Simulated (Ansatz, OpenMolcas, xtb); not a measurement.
# AlGeNH4O (SMILES [NH2][GeH]1[O][AlH]1): the energy, rung by rung

AlGeNH4O: 8 atoms, total charge 0, spin state singlet. As SMILES, `[NH2][GeH]1[O][AlH]1`. Geometry: relaxed at PBE0-D4/def2-TZVP. This is one conformer, not always the lowest.

```csv
atom,x (Å),y (Å),z (Å)
N,-1.0007,1.3304,0.5144
Ge,0.2391,0.0001,0.6269
O,1.1775,-0.3460,-0.9835
Al,0.4315,-1.8569,-0.7691
H,-0.6626,2.2764,0.6119
H,-1.6821,1.2712,-0.2261
H,1.2379,0.5119,1.6854
H,0.3517,-3.2441,-1.5156
```

Quantity: the energy change with the N1–H5 bond stretched from 1.009 to 1.514 Å, in eV. The values are calculated.

```tsv
level	kind	program	value (eV)	less CCSD(T)/6-31G*	CPU time (all runs)
GFN2-xTB	semi-empirical	xtb	1.82	-0.29	under 2 s
GFN1-xTB	semi-empirical	xtb	2.07	-0.04	under 2 s
HF/6-31G* (spherical functions) (restricted)	Hartree–Fock	Ansatz	2.65	+0.54	6.5 s
SVWN5/6-31G* (spherical functions) (restricted)	LDA	Ansatz	2.05	-0.06	9.5 s
revPBE/6-31G* (spherical functions) (restricted)	GGA	Ansatz	2.01	-0.10	15 s
M06-L/6-31G* (spherical functions) (restricted)	meta-GGA	OpenMolcas	2.23	+0.12	1.7 min
B3LYP/6-31G* (spherical functions) (restricted)	global hybrid	OpenMolcas	2.18	+0.07	87 s
wB97M-V/6-31G* (spherical functions) (restricted)	range-separated hybrid	Ansatz	2.28	+0.17	3.3 min
PBE-QIDH/6-31G* (spherical functions) (restricted)	double hybrid	Ansatz	2.39	+0.28	28 s
CCSD(T)/6-31G* (spherical functions) (restricted)	coupled cluster or CI	Ansatz	2.11	0.00	41 s
```

Differences are taken from CCSD(T)/6-31G* (spherical functions) (restricted) for orientation; it has basis-set and higher-order errors of its own. All-electron rows without a relativistic Hamiltonian named are non-relativistic. The first shape isn't each level's own minimum. The values span 1.82 to 2.65 eV. In the correlated wave-function rows the outer d shell of Ge is correlated, in sets not made for it. Times are those of the runs behind each value, whatever else they computed, on shared processors of several kinds: orders of magnitude only.

Stretching the N–H bond by half its length costs 2.11 eV with CCSD(T), and Hartree–Fock makes it much too steep at 2.65 eV. As the bond lengthens, the σ and σ* orbitals approach each other and left–right correlation grows. A single closed-shell determinant cannot follow this, because it keeps too much ionic character in the stretched bond.

The LDA and GGA values lie slightly below the coupled-cluster one, while B3LYP, wB97M-V and PBE-QIDH lie increasingly above it, probably because a larger share of exact exchange brings back part of the Hartree–Fock error. Exact exchange is not the whole story, however: M06-L contains none, yet it lies above B3LYP. The two tight-binding models also differ clearly from each other, with only GFN1-xTB close to CCSD(T).

The closeness of SVWN5 to the coupled-cluster value at this one displacement does not establish that it describes N–H bonding well, since the stretch is far from complete dissociation and gives no bond dissociation energy.
